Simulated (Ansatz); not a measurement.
**Ligand exchange: GaH2F + H2S → GaH2(SH) + HF**

Species: GaH2F `[F][GaH2]`, singlet; H2S (hydrogen sulfide) `S`, singlet; GaH2(SH), singlet; HF (hydrogen fluoride), singlet. The partners trade F for SH: Ga–F and H–SH bonds give way to Ga–SH and H–F.

Shapes, held fixed at every level: PBE0-D4/def2-TZVP. Programs: Ansatz 0.2.0. The zero-point and thermal change to 298 K, harmonic and unscaled (PBE0-D4/def2-TZVP), is +5.8 kJ/mol.

```json
{"level": "HF/def2-SVP", "kind": "Hartree–Fock", "ΔH(298 K) (kJ/mol)": "+20.6", "less CCSD(T)/def2-TZVPP": "+18.9"}
{"level": "B3LYP-D4/def2-TZVPP", "kind": "global hybrid", "ΔH(298 K) (kJ/mol)": "+6.1", "less CCSD(T)/def2-TZVPP": "+4.4"}
{"level": "r2SCAN0-D4/def2-TZVPP", "kind": "global hybrid", "ΔH(298 K) (kJ/mol)": "-1.3", "less CCSD(T)/def2-TZVPP": "-3.0"}
{"level": "wB97M-V/def2-TZVPP", "kind": "range-separated hybrid", "ΔH(298 K) (kJ/mol)": "+5.5", "less CCSD(T)/def2-TZVPP": "+3.8"}
{"level": "wB97X-V/def2-TZVPP", "kind": "range-separated hybrid", "ΔH(298 K) (kJ/mol)": "+9.5", "less CCSD(T)/def2-TZVPP": "+7.8"}
{"level": "CCSD/def2-SVP", "kind": "coupled cluster or CI", "ΔH(298 K) (kJ/mol)": "+18.1", "less CCSD(T)/def2-TZVPP": "+16.4"}
{"level": "CCSD/def2-TZVPP", "kind": "coupled cluster or CI", "ΔH(298 K) (kJ/mol)": "+3.9", "less CCSD(T)/def2-TZVPP": "+2.2"}
{"level": "CCSD(T)/def2-TZVPP", "kind": "coupled cluster or CI", "ΔH(298 K) (kJ/mol)": "+1.7", "less CCSD(T)/def2-TZVPP": "0.0"}
```

The highest level, CCSD(T)/def2-TZVPP, gives ΔH(298 K) = +1.7 kJ/mol; the levels span -1.3 to +20.6. That is about zero within the method's error. They disagree on the sign: 7 of 8 are positive. The column of differences is taken from that level and isn't an error. No measured value is set beside it here. Relativity is left out for Ga. Outer-core shells of Ga are correlated in most correlated rows, in sets that cover them unevenly.

The exchange is close to thermoneutral, and the calculations do not settle whether it absorbs or releases heat. Fluorine forms strong, highly polar bonds to both gallium and hydrogen, so the loss of Ga–F is largely repaid by H–F, while the softer SH group gains a reasonably covalent bond to gallium in place of its bond to hydrogen. The balance is fine enough that the thermal and zero-point term of +5.8 kJ/mol turns a slightly exothermic electronic energy at the CCSD(T) level into a slightly positive enthalpy.

The strongly endothermic values come from the small basis, not from missing correlation alone: CCSD falls from +18.1 to +3.9 kJ/mol on going to the triple-zeta set, whereas the triples change it little. Probably the small set describes compact, electron-rich fluorine poorly and favours GaH2F, where gallium's functions can help, over HF. An enthalpy this small leaves the position of equilibrium open to the entropy change.
